Q: Molybdenum ditelluride is a stack of layers with only weak bonding between them. How strongly must neighbouring layers couple before an electron crosses the stack as if it had its free mass?

A: About 0.16 eV is enough, which is small beside the width of roughly 1 eV that the top valence band has. The mass goes as the inverse of the coupling energy. A few tenths of an eV therefore make a carrier light across the layers, and a few hundredths make it several times heavier than a free electron. Both cases occur in this one crystal.

Band valleys of bulk MoTe2 (P6_3/mmc, geometry not relaxed), calculated with Ansatz 0.2.0 using scalar-relativistic DFT with the PBE functional, PAW and plane waves up to 420 eV, without spin-orbit coupling. The density used an 18x18x4 k mesh and 0.05 eV Gaussian smearing, the levels a 36x36x8 mesh. Hole masses are given as positive; n/a marks a mass above 10 m_e.

```tsv
row	valley distance from edge (eV)	valley edge	valley place	valley lightest mass (m_e)	valley heaviest mass (m_e)
1	0.000	valence	Gamma	1.198	2.771
2	0.069	valence	K	0.651	0.844
3	0.087	valence	K-Gamma line	0.442	1.196
4	0.314	valence	M	0.859	n/a
5	0.000	conduction	K-Gamma line	0.378	0.734
6	0.557	conduction	M	0.692	7.514
```

Q: I see a lightest and a heaviest mass for each valley, but no directions. Which of them belongs to motion across the layers?

A: The lightest mass lies within the layers in every row. The heaviest is the mass across the layers in rows 1, 2, 3 and 6, but in row 5 it lies within the layers too. The valence valley at K is then almost isotropic, with its two masses only a factor of 1.3 apart. In the conduction valley at M the same ratio is about 11.

Q: So "layered" doesn't mean "heavy across the layers". Where does the 0.16 eV come from?

A: Start with layers that don't couple at all. The energy then doesn't depend on $k_z$, the wave number across the stack, and the mass in that direction is infinite. Now let each layer couple to the next one, a distance $d$ away. The phase of the wave changes by $k_z d$ from layer to layer, and near a valence maximum the energy becomes

$$E(k_z)=E_0+A\cos(k_z d).$$

Here $E_0$ is the energy without this coupling and $A$ is its strength. For small $k_z$ the cosine falls as $1-(k_zd)^2/2$, so the energy drops by $A d^2k_z^2/2$. A hole of mass $m_z$ across the layers has a drop of $\hbar^2k_z^2/2m_z$. Setting the two equal gives

$$m_z=\frac{\hbar^2}{A\,d^2}.$$

For a conduction minimum the energy rises instead of falling, and the result is the same.

Q: The spacing enters squared. Does a large distance really make the carrier lighter?

A: At a fixed coupling it does, because each step carries the electron further. In practice the coupling itself dies off quickly when layers are pulled apart, so a wider gap normally means a heavier carrier. The formula explains why a modest coupling suffices here: one step across the stack is 7 Å, twice the distance between neighbouring molybdenum atoms in a layer.

Q: How do I find $A$ without using the mass I want to explain?

A: Follow the band from the valley straight up to the face of the Brillouin zone. The cell holds two layers, so its height is $c=2d$ and the face lies at $k_z=\pi/c=\pi/2d$. There the cosine is zero. The change in energy between valley and face is therefore $A$, and the same calculation gives it as a difference of two levels.

Q: Could you work one valley through?

A: Take the valence valley at M. It lies 0.314 eV below the band edge, and the level above it on the zone face lies 0.460 eV below the edge, so $A=0.460-0.314=0.146$ eV. With $d=6.99$ Å, $\hbar^2/(m_e d^2)$ is 0.156 eV, where $m_e$ is the free-electron mass. The estimate is $0.156/0.146=1.07$ electron masses, and the calculated mass across the layers is 1.06.

Q: That is very close. Was this valley used to adjust the formula?

A: No, the formula has no adjustable constant. But M is the best of the four valleys on which I can try it, and you shouldn't judge the formula by it. The estimate is 29% too heavy for valence K, 30% too light for valence Γ and 13% too light for conduction M, each relative to the calculated mass. It separates weak coupling from strong coupling well, but it puts valence K and valence M, which are close to each other, in the wrong order.

Q: Then the conduction valley at M is heavy simply because its energy hardly changes across the stack?

A: Yes. Its level moves by only 0.024 eV between the valley and the zone face, about a sixth of the change at valence M. The calculated mass of 7.5 goes with that small number, though the levels alone don't tell why the coupling is so weak there. Within the layers the same valley is lighter in both directions, with a mass of 0.69 in the lightest, so the very heavy mass belongs to motion across the stack, where the electrons are nearly confined to their layers.

Q: Valence Γ puzzles me. I learned that its states have tellurium $p$ orbitals pointing into the gap between the layers. Shouldn't its holes be the lightest across the stack?

A: That is a sensible expectation, and the calculation contradicts it. Γ has a mass of 2.8 across the layers, the heaviest of the valence valleys. Its two highest valence levels are 0.324 eV apart, the widest such pair among the valleys we tested, so the expectation seems well founded at first. Yet the upper level falls by only 0.081 eV on its way to the zone face, and it is the upper level that carries the holes.

Q: In your cosine, wouldn't the upper level fall by half the splitting?

A: It would, and half the splitting is twice the fall that we find. So Γ is not a simple case of one state per layer coupled to the next layer. You can add a term $B\cos(2k_zd)$ to describe the asymmetry. If $S$ is half the splitting, the change to the zone face is $A=S+2B$, and the energy that sets the mass becomes $S+4B=2A-S$.

Q: Does the extra term repair the estimate?

A: It helps at K, where the estimate moves from 1.09 to 0.94 and the calculated mass is 0.84. At Γ it goes too far: $2A-S$ vanishes and the predicted mass is infinite. Over the four valleys the longer formula is no better than the short one. My guess is that a lower valence band mixes with the top one once $k_z$ leaves zero. A band from below pushes the top one up, which would slow its fall and make the hole heavy.

Q: Let me turn to the conduction edge. Why is it partway along the line from Γ to K, and not at K itself?

A: Compare how the two places respond to the stacking. At K the two lowest conduction levels coincide, and they move by only 0.007 eV on the way to the zone face. An electron there hardly passes from layer to layer. The valley of row 5, about 59% of the way from Γ to K, has a mass of only 0.46 across the layers, the lightest of all six valleys.

Q: What switches the coupling off at K?

A: Symmetry does. K keeps a threefold rotation axis, and the conduction states of two neighbouring layers behave differently under that rotation. The contributions to the coupling between them then cancel. Away from K the rotation no longer protects the states, tellurium $p$ orbitals that point out of the layer can mix in, and the layers can couple.

Q: Is that coupling large enough to decide where the edge lies?

A: Run the formula backwards. A mass of 0.46 calls for a coupling of a few tenths of an eV, and the lower of the two coupled states drops by about that much. The conduction level at K lies 0.265 eV above the edge, which is the same order. Take the coupling away and the two places come out close in energy, so the stacking plausibly makes row 5 the edge.

Q: You said "plausibly". What would settle it?

A: A calculation of a single layer with the same settings. The masses and the level positions are results, but the drop in row 5 is inferred from a formula that missed by up to 30% elsewhere. It does fit the well-known fact that a single layer of this compound has its conduction minimum at K.

Q: What does this mean for a current across the layers?

A: For electrons at the conduction edge, the band structure itself is no great obstacle. Their mass across the layers lies between their two masses within the layers, 0.38 and 0.73. The functional used here makes the band gap too small, which tends to make masses too light. That should act mainly on the masses within the layers, because the mass across them depends more on the coupling between layers than on the gap.

Q: Can I treat holes in the same way?

A: Not with one mass. The three highest valence maxima lie within 0.09 eV of each other, and their masses across the layers run from 0.84 at K to 2.8 at Γ. Which holes carry the current depends on the order of these maxima. That order isn't secure, because spin-orbit coupling was left out and would raise K by an energy of the same order as its distance of 0.069 eV from Γ.

Q: Does coupling between the layers at least explain why Γ is above K here?

A: These levels don't decide it. On the zone face, where the cosine is zero, Γ is above K by 0.131 eV. If you compare the midpoints of the split pairs instead, the lead shrinks to about 0.03 eV. The two ways of removing the coupling disagree even on whether it helps Γ or K, and neither removes a shift that the neighbouring layers give to both levels of a pair alike. A single layer of this compound is known to have its valence maximum at K, so the stacking probably does lift Γ above it. The atoms were also not relaxed, and this small difference is sensitive to the height of the tellurium atoms.

Q: And valence M, so much lower than the other three?

A: There both ways agree. K is above M by 0.245 eV at the valleys, by nearly the same amount on the zone face and by about 0.27 eV between the midpoints, so M is probably low because of the motion within the layers. M is also barely a maximum. Along the zone edge towards K the band is almost flat, which is why no heaviest mass is printed, and it must turn upwards further on to reach the higher level at K.

Q: That leaves row 3. It has the same label as row 5, but it can't be the same place.

A: It is another point on the same line, only about 20% of the way from Γ to K. Since Γ and row 3 are both maxima, the band must dip between them. Such a dip can form when a band that falls away from Γ meets one that rises, whether the two cross or avoid each other. The masses along the line fit two different bands, with 1.2 at Γ and 0.44 at row 3. It is still a guess, because it would take the bands along the whole line to check it.

Q: If I were handed another layered semiconductor, where should I begin?

A: Begin with the valley that holds the carriers, and read how far its level moves between $k_z=0$ and the zone face. If the cell holds two equivalent layers, as here, that change is $A$. If it holds only one, the change is $2A$ and you must halve it. Divide $\hbar^2/(m_ed^2)$ by $A$ and you have a first estimate of the mass across the layers, in electron masses. Then ask whether symmetry blocks the coupling, as at conduction K, or whether other bands lie close by, as they may at Γ. The splitting of a pair of levels is a poorer guide, because a wide splitting can go with a heavy carrier.
